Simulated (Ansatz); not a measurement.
Al: energy above lowest point against volume scale

Results calculated with Ansatz 0.2.0, not measured. Free energy against uniform scaling of the volume at fixed shape and fractions; periodic cell, basis, potentials, k mesh and filling as listed.

The cell before it is scaled or strained (space group P6_3/mmc, No. 194):
```
cell vectors (Å)
   2.8125     0.0000     0.0000
  -1.4062     2.4357     0.0000
   0.0000     0.0000     4.8668
atoms (fractions of the cell vectors)
Al  0.66667  0.33333  0.75000
Al  0.33333  0.66667  0.25000
```

Settings of every row: functional r2SCAN; dispersion none; potentials PAW; wave cutoff 550 eV; density cutoff 2200 eV; k mesh 12x12x6; k shift 0x0x0; occupations methfessel paxton; smearing width 0.05 eV; spin none.

Limits: coarse k mesh, up to 40 meV an atom off; the cell comes from a prototype or a list of computed structures and needn't be the stable phase.

```csv
row,volume scale,V (Å³/atom),energy above lowest point (meV/atom)
1,0.94,15.67,2.4
2,0.96,16.003,0
3,0.98,16.336,1.5
4,1,16.67,?
5,1.02,17.003,14.7
6,1.04,17.337,25.6
7,1.06,17.67,38.9
```

Question: what energy above lowest point should row 4 give?

Worked fit of energy above lowest point. Take u = (V_r/V)^(2/3) − 1 with V_r = 16.669 Å³ an atom, which is twice the finite (Eulerian) strain; such expansions in the strain, on which the Birch-Murnaghan equation of state is built, carry the rest volume and the bulk modulus. The shown rows have u = 0.04206, 0.02756, 0.01354, -0.01314, -0.02585, -0.03813. Least squares give energy above lowest point = 6.54 − 498.5 × u + 9340 × u² + 4106 × u³ meV/atom; a parabola predicts inner rows, each left out in turn, worse (root mean square 0.097 against 0.024 meV/atom). All shown rows lie on it to the printed digit. Its lowest point lies at u = 0.0262, or V = 16.03 Å³ an atom, and the curvature there gives the bulk modulus at fixed shape and fractions, B = (4/9)(1 + u)² E″(u)/V = 90.4 GPa. Letting shape and atoms relax would as a rule lower it, by much in layered, chain or molecular crystals. The withheld row has u = -4e-05, so the fit gives 6.54 − 498.5 × (-4e-05) + 9340 × (-4e-05)² + 4106 × (-4e-05)³ = 6.6 meV/atom.

The calculation gave 6.5 meV/atom. The fit lies 0.1 meV/atom (1.5 % of the value, 0.26 % of the column's range) above it, one unit of the last digit.
